# Odd lines, wrong bonds and the two-valued label

## The theorem and its assumption

Take a network whose space is divided into cells. The faces of the cells are rings of bonds, each face lies between two cells, and each edge of a cell lies on exactly two faces of that cell. Summing the ring sizes $n_f$ over one cell counts each of its $N_e$ edges twice:

$$\sum_{f} n_f = 2N_e .$$

The sum is even, so the cell has an even number of odd faces. A line that enters a cell through an odd face can always leave through another. Odd rings are therefore threaded by continuous lines that close on themselves or end on the surface (Rivier, 1979). In a cell with four or more odd faces the lines meet, and their pairing there is a matter of choice.

Now give each atom a label $s_i=\pm1$, cation or anion. A bond is right if $s_is_j=-1$ and wrong (homopolar) if $s_is_j=+1$. For a ring of $n$ bonds, $w$ of them wrong,

$$(-1)^{w}=\prod_{\rm ring}(-s_is_j)=(-1)^n\prod_{i\in{\rm ring}} s_i^2=(-1)^n .$$

An odd ring holds an odd number of wrong bonds. A labelling without wrong bonds exists exactly when every closed path is even. In a simply connected sample even faces suffice, because every closed path is a sum of faces modulo 2; in a periodic cell the three winding paths must be even too. The wrong bonds pierce a surface whose rim is the odd line.

**Predict.** One of the two displayed equations uses the assumption that labels take only two values. Which one, and at which equality sign?

It is the second. The first sign sorts every bond into right or wrong, and the last sets $s_i^2=1$. The cell parity knows nothing of labels. If the label is a real amplitude, such as a wave-function coefficient that alternates between sublattices, the odd lines stay where they are, but the price of a wrong bond is no longer a whole number of units.

## One bond switch in the diamond lattice

The cells of the diamond lattice are ten-atom cages with 12 edges and four six-rings as faces. Each atom lies on 12 six-rings and each bond on 6. The 6 rings and 6 cages on a bond alternate around it.

The switch of Wooten, Winer and Weaire (1985) acts on a chain of atoms 1–2–3–4. We take bonds 12 and 34 parallel (trans chain), break them, and form 13 and 24. All atoms remain fourfold. Call the other neighbours of atom 2 $2'$ and $2''$.

**Predict.** What becomes of the six rings through bond 12?

Replace bond 12 by the path 1–3–2. The two rings that run 1–2–3 lose atom 2 and become five-rings. The four that run 1–2–$2'$ or 1–2–$2''$ gain atom 3 and become seven-rings. Every three-bond path in a cage or a six-ring is gauche, so none contains both broken bonds. The six cages around the new bond 13 are:

| neighbours of atom 2 in the old cage | cages | faces | $\sum n_f$ |
|---|---|---|---|
| 1, 3 | 1 | 5, 5, 6, 6 | 22 |
| 1, 3 and $2'$ or $2''$ | 2 | 5, 7, 6, 6 | 24 |
| 1 and $2'$, $2''$ or both | 3 | 7, 7, 6, 6 | 26 |

Each has two odd faces, and the odd line circles bond 13 through rings 5, 5, 7, 7, 7, 7. Inversion through the middle of bond 23 gives a second loop around bond 24. In all there are 4 five-rings and 8 seven-rings among the faces. With the old sublattice labels, 13 and 24 are wrong. Two is the minimum, since a five-ring through 13 and one through 24 share no bond and each needs its own wrong bond.

## Dropping the assumption

Define the cost of a real labelling as

$$C[s]=\sum_{\rm bonds}(s_i+s_j)^2=s^{T}(4+A)\,s ,$$

with $A$ the adjacency matrix of the switched network. With $s_i=\pm1$ each wrong bond costs 4 and the defect costs $W_0=8$. For real $s_i$ the theorem survives in the form: the lowest eigenvalue $\lambda$ of $4+A$ vanishes exactly when the connected network is bipartite.

Write $s_i=\sigma_iu_i$ with $\sigma_i=\pm1$ the old sublattice sign. A right bond then costs $(u_i-u_j)^2$ and a wrong one $(u_i+u_j)^2$, so $C=u^T(L+V)u$, where $L=4-A_0$ is the Laplacian of the perfect lattice. Removing a right bond and adding a wrong one each put $+1$ off the diagonal, and the diagonal is unchanged:

$$V_{12}=V_{34}=V_{13}=V_{24}=1 ,$$

with symmetric partners and zeros elsewhere. To track orders, let $V\to tV$: the old bonds have weight $1-t$, the new ones $t$, and $t=1$ is the finished switch.

Set $u=\mathbf 1+\delta$ with $\delta\to0$ far away. Since $L\mathbf 1=0$,

$$C=t\,\mathbf 1^TV\mathbf 1+2t\,\delta^TV\mathbf 1+\delta^T(L+tV)\delta .$$

The minimum has $(L+tV)\delta=-tV\mathbf 1$. With $G=L^{-1}$ this reads

$$u=\mathbf 1-t\,GVu,\qquad W(t)=C_{\min}=t\,\mathbf 1^TVu .$$

Inversion makes $u_1=u_4=a$ and $u_2=u_3=b$. Then $(Vu)_1=(Vu)_4=2b$, $(Vu)_2=(Vu)_3=2a$ and $W=4t(a+b)$. Let $G_0,G_1,G_2$ be the elements of $G$ on site and to first and second neighbours, and $G_3$ the element between atoms 1 and 4. The equations close on two unknowns:

$$a=1-t(p_0a+qb),\qquad b=1-t(ra+p_0b),$$

$$p_0=2(G_1+G_2),\quad q=2(G_0+G_3),\quad r=2(G_0+G_1).$$

## The lattice Green function

Eliminating one sublattice leaves an fcc problem. For a separation $(l,m,n)$ in units of half the cubic lattice constant $a_c$,

$$F_{lmn}=\frac1{\pi^3}\iiint_0^\pi\frac{\cos lx\cos my\cos nz\;dx\,dy\,dz}{3-\cos x\cos y-\cos y\cos z-\cos z\cos x}.$$

The on-site value is Watson's integral (1939), $G_0=F_{000}=3\,\Gamma(1/3)^6/(2^{14/3}\pi^4)=0.448220$.

**Predict.** $LG=1$ fixes $G_1$ and $G_2$ without further integration. How?

At the origin $4G_0-4G_1=1$, and at a neighbour $4G_1=G_0+3G_2$. Hence $G_1=G_0-\tfrac14=0.198220$ and $G_2=F_{110}=G_0-\tfrac13=0.114887$. The same equation at atom 4, seen from atom 1, averages over its four neighbours: $4G_3=F_{110}+F_{220}+2F_{211}$. The integrals give

$$G_3=\tfrac73G_0-\tfrac{13}{12}+\frac1{2\pi^2G_0}=0.075540 .$$

Thus $p_0=0.6262$, $q=1.0475$, $r=1.2929$.

## The first correction

Insert $a=b=1$ on the right. The amplitudes fall to $a=1-1.674\,t$ and $b=1-1.919\,t$, and

$$W(t)=8t-4(q+r+2p_0)\,t^2+\dots=8t-14.37\,t^2+\dots$$

The first term is the two-valued count. The second, $-t^2\,\mathbf 1^TVGV\mathbf 1$, is the first correction. It is negative because $G$ is positive definite: extra freedom can only lower a minimum.

**Predict.** Put $t=1$. Can the two terms be the answer?

They cannot. They give a negative number, while $C$ is a sum of squares. The iteration matrix has eigenvalues $p_0\pm\sqrt{qr}$, the larger being 1.790, so the series converges only for $|t|<0.559$. The first correction is a fair estimate for a barely begun switch and exceeds the leading term for a finished one. The two equations must be solved outright. At $t=1$, with $p=1+p_0=1.6262$ and $p^2-qr=1.2903$,

$$a=\frac{p-q}{p^2-qr}=0.4485,\qquad b=\frac{p-r}{p^2-qr}=0.2583,\qquad W=4(a+b)=2.827 .$$

The relaxed cost is 0.353 of $W_0$, a reduction of 65 per cent. In units of 4, two wrong bonds cost as much as 0.707 of a rigid one. The two wrong bonds themselves carry $2(a+b)^2=0.999$. The remaining 1.828 sits on right bonds, as the gradient of an amplitude that is depressed around the odd loops.

## Periodic cells

In a periodic cell of $N$ atoms the rigid labelling gives the bound $\lambda\le 8/N$. The eigenvector obeys $u=-(L-\lambda)^{-1}Vu$. The uniform mode contributes the constant $-1/(N\lambda)$ to every element of $(L-\lambda)^{-1}$. The rest differs from $G$ through the images of the defect.

Near its zeros at $(0,0,0)$ and $(\pi,\pi,\pi)$ the denominator of $F$ is the squared distance in $(x,y,z)$ from the zero, so $G\to a_c/4\pi R$ at a distance $R$. This is a Coulomb tail. For a cubic cell of side $n a_c$ the images with their uniform background shift all local elements by $-\gamma=-\xi/4\pi n$ in leading order, where the Ewald sum gives $\xi=2.837$.

**Predict.** Does this raise or lower $N\lambda$ relative to $W$?

A constant shift $-\gamma$ adds $\gamma W'$ to the source term 1, so $W'=W(1+\gamma W')$. The uniform mode supplies a source $W'/N\lambda$ in place of 1, which fixes $N\lambda=W'$:

$$N\lambda\simeq\left(\frac1W-\frac{\xi}{4\pi n}\right)^{-1}.$$

It is raised, because the depressions of neighbouring images overlap and cannot develop fully. For 64 atoms, $n=2$ and $\gamma=0.1129$, which gives 4.15. Diagonalising the $64\times64$ matrix gives $\lambda=0.0628$, or $N\lambda=4.02$. The image term falls only as $N^{-1/3}$ and is of the same order as $W$ in a cell of this size. The relaxed cost there is about half of 8, and about a third only in the dilute limit.

## An energy for silicon

The model of Weaire and Thorpe (1971) turns $\lambda$ into an electronic level. It has four $sp^3$ hybrids per atom, with coupling $V_1<0$ between hybrids of one atom and $V_2<0$ across a bond. Let $c_{ij}$ be the amplitude on the hybrid of $i$ pointing to $j$, $s_i=\sum_jc_{ij}$ and $x=E+V_1$. Then $xc_{ij}-V_2c_{ji}=V_1s_i$, so $c_{ij}=V_1(xs_i+V_2s_j)/(x^2-V_2^2)$. Summing over $j$ with $As=\epsilon s$ gives $(E-V_1)^2=V_2^2+4V_1^2+V_1V_2\epsilon$ for any fourfold network. For $\epsilon=-4+\lambda$ and $|V_2|>2|V_1|$ the upper root is the lowest antibonding level,

$$E=V_1+\sqrt{(|V_2|-2|V_1|)^2+V_1V_2\lambda}.$$

In the crystal it is the $s$-like zone-centre state, which changes sign across every bond. It lies $2|V_2|-4|V_1|$ above the valence-band top $V_2-V_1$, and the valence band is $4|V_1|$ wide. We choose $V_1=-3.1$ eV and $V_2=-8.3$ eV so that these are 4.2 eV and 12.4 eV, typical values for silicon. Then $|V_2|-2|V_1|=2.1$ eV and $V_1V_2=25.73$ eV$^2$.

**Predict.** With one switch per 64 atoms (1.6 per cent), which way does the level move, and by how much does the rigid count overstate the move?

It moves up, since the alternating state cannot be fully antibonding around an odd ring. The rigid count, $\lambda=0.125$, gives 0.66 eV. The relaxed amplitude, $\lambda=0.0628$, gives 0.35 eV. Dropping the two-valued label removes 0.31 eV.

The model keeps $V_1$ and $V_2$ uniform, whereas the real defect is strained. For an illustrative stretch of 3 per cent on the seven bonds of atoms 2 and 3, Harrison's scaling $V_2\propto d^{-2}$ lowers $|V_2|$ there by 0.50 eV. The unperturbed level has equal weight on all 128 bonds, so it drops by about 0.027 eV in first order, under a tenth of the topological shift. Changes of bond angle are outside this estimate.

The 0.35 eV is the model's number, and it refers to the $s$-like level only. The model treats that level as the conduction-band edge, so its gap is nearly four times the typical indirect gap of silicon, about 1.1 eV. In silicon the level lies among other conduction states, and the shift is not a change of the fundamental gap. The ratio $W/W_0=0.353$ is independent of $V_1$ and $V_2$ and belongs to the graph of the switched diamond lattice.